**Question**

An AlH unit with a stretched H₂ attached starts as a triplet. It loses one β electron, and the cation left behind is a quartet. The table gives the error of this energy gap at many levels of theory.

Energy gap of AlH3 from the neutral triplet to the quartet cation (charge +1), computed with Ansatz 0.2.0 in the cc-pVTZ basis, with both states at the same PBE0/def2-TZVP geometry. The reference level is UCCSDT(Q), and the coupled-cluster levels keep the Al neon core frozen. The prefix R means restricted open-shell orbitals and U unrestricted ones.

```
    level  this level less the reference (UCCSDT(Q), same basis) (meV)
      RHF                                                      -1230.0
      UHF                                                      -1210.0
     RMP2                                                       -241.0
     UMP2                                                       -240.0
    RCCSD                                                        -41.0
    UCCSD                                                        -41.0
 RCCSD(T)                                                         -6.0
 UCCSD(T)                                                         -7.0
  BCCD(T)                                                         -7.0
   RCCSDT                                                          0.0
   UCCSDT                                                         -1.0
RCCSDT(Q)                                                          1.0
      PBE                                                         55.0
   r2SCAN                                                        -30.0
     PBE0                                                         35.0
    B3LYP                                                        253.0
  r2SCAN0                                                        -22.0
  wB97X-V                                                        176.0
  wB97M-V                                                        232.0
   B2PLYP                                                         68.0
  RPA-PBE                                                        305.0
```

A student proposes a rule: the more elaborate the treatment of electron correlation, the smaller the error.

(a) Explain why the rule works from Hartree–Fock (HF) through MP2 to coupled cluster.
(b) Find the levels that break it and size the breaks against a smooth trend.
(c) Find a cause for the largest break, and test whether it also explains B3LYP.

**Model answer**

(a) Electrons avoid one another, and this correlation lowers the energy, most of all for electrons of opposite spin. The neutral has four α and two β valence electrons, hence eight opposite-spin pairs; the quartet cation keeps only four. Correlation therefore stabilises the neutral more. HF leaves it out, places the neutral too high, and so makes the gap too small by 1230 meV in its restricted form.

Better wavefunction methods recover most of the correlation in both states, and what they still miss partly cancels in the difference. Suppose that a method misses the same fraction $f$ of the correlation energy in each state. If $\Delta$ is the amount by which the correlation energy of the neutral exceeds that of the cation, the gap error is

$$\delta \approx -f\,\Delta .$$

The HF error supplies $\Delta$ = 1230 meV, so the HF row is no test of the formula. The fraction $f$ comes from the neutral alone, and nothing is fitted.

Take RCCSD, which misses 2.9 % of the neutral's correlation energy. The estimate is $-0.029 \times 1230 \approx -36$ meV, and the table has −41 meV. For RMP2 the formula gives −278 meV against a computed −241 meV, so it is good to about 15 %. The errors shrink smoothly because each step up the ladder lowers $f$, until the last levels lie within 1 meV of the reference, a difference that carries no meaning.

(b) The functionals do not follow the rule. RPA-PBE, the most elaborate treatment of correlation among them, has the largest error, +305 meV. B3LYP, wB97M-V and wB97X-V also lie far above the reference, while the remaining functionals stay within 70 meV of it.

A smooth trend to measure against is the effect of exact exchange. Going from PBE to PBE0 mixes in a quarter of it and lowers the gap by only 20 meV; going from r2SCAN to r2SCAN0 raises it by 8 meV. The effect is small and has no fixed sign. A straight line through PBE and PBE0 gives 39 meV at the 20 % used in B3LYP, which lies 214 meV higher. Carried on to full exact exchange, as RPA-PBE uses, the line ends near zero, so there the break is roughly 0.3 eV. That second figure is rougher, because the line is stretched to four times its length. The range-separated hybrids wB97X-V and wB97M-V have no single share of exact exchange to place on the line; they lie 121 and 177 meV above PBE, and the table does not settle why.

(c) The random-phase approximation (RPA) is known to make correlation too negative. It lets an electron correlate with itself, and it treats electrons of equal spin as if exchange did not already keep them apart. This false stabilisation grows with the number of electrons. The neutral has one more than the cation, so it is lowered too far and the gap comes out too large. In a uniform electron gas of valence density the excess is some tenths of an eV per electron, which matches the error in sign and order of magnitude.

B3LYP contains a local correlation part derived from RPA, with a weight of 19 %. Scaling the RPA-PBE error gives $0.19 \times 305 \approx 58$ meV. That has the right sign but is far less than the break of 214 meV, so this cause does not suffice.

A possible further contribution is the LYP part, which assigns no correlation to electrons that all have the same spin. The omission alone would nearly cancel, since the neutral has seven same-spin valence pairs and the cation six. But LYP gives good totals for many closed shells, so its opposite-spin part must make up for what is missing. It may then take away too much correlation when a β electron leaves, which would make the gap too large. This remains a guess: B2PLYP also contains LYP, mixed with MP2 correlation, and errs by only 68 meV.

**Remarks on the reasoning**

The ladder in (a) works because the missed fraction falls, and partial cancellation between the two states helps. RCCSD misses 2.9 % of 2972 meV in the neutral, about 86 meV, yet its gap error is half of that. RPA shows the opposite case: its error belongs to each electron, so it survives when the number of electrons changes. In a gap between two spin states with the same number of electrons, much more of it should cancel.

The student should not rank the functionals with small errors. The reference correlates only the valence electrons in a modest basis, and either limit could shift the comparison by several tens of meV. The state of the cation was also not checked level by level, so a functional that settled on a different quartet state cannot be ruled out as part of a break. Amine adducts of alane are precursors for aluminium films, but this distorted triplet tests methods and does not describe the precursor in use.

The output below lists the equal-fraction estimates for three coupled-cluster and MP2 rows and the distances from the exchange lines.

Numerical output:

```
Correlation energy of neutral and then of cation, size in meV, neutral: 2972
Correlation energy of cation, size in meV: 1742
Share of the correlation energy lost with the electron, percent: 41.38
MP2 misses in neutral, percent: 22.59
MP2 misses in cation, percent: 24.71
CCSD misses in neutral, percent: 2.898
CCSD misses in cation, percent: 2.591
CCSD(T) misses in neutral, meV: 20.1
Equal-fraction model, RMP2 gap error, meV: -277.9
Equal-fraction model, RCCSD gap error, meV: -35.65
Equal-fraction model, RCCSD(T) gap error, meV: -8.318
Pair count estimate of the step from RHF to RMP2, meV: 1025
Computed step from RHF to RMP2, meV: 989
PBE line at 20 percent exact exchange, meV: 39
B3LYP above the PBE line, meV: 214
B3LYP above the r2SCAN line, meV: 276.6
PBE line carried on to full exact exchange, rough, meV: -25
r2SCAN line carried on to full exact exchange, rough, meV: 2
wB97X-V above PBE, meV: 121
wB97M-V above PBE, meV: 177
RPA-PBE above PBE, meV: 250
19 percent of the RPA-PBE error, meV: 57.95
Electron-gas excess of RPA correlation per electron, order of magnitude only, meV: 435.4
```
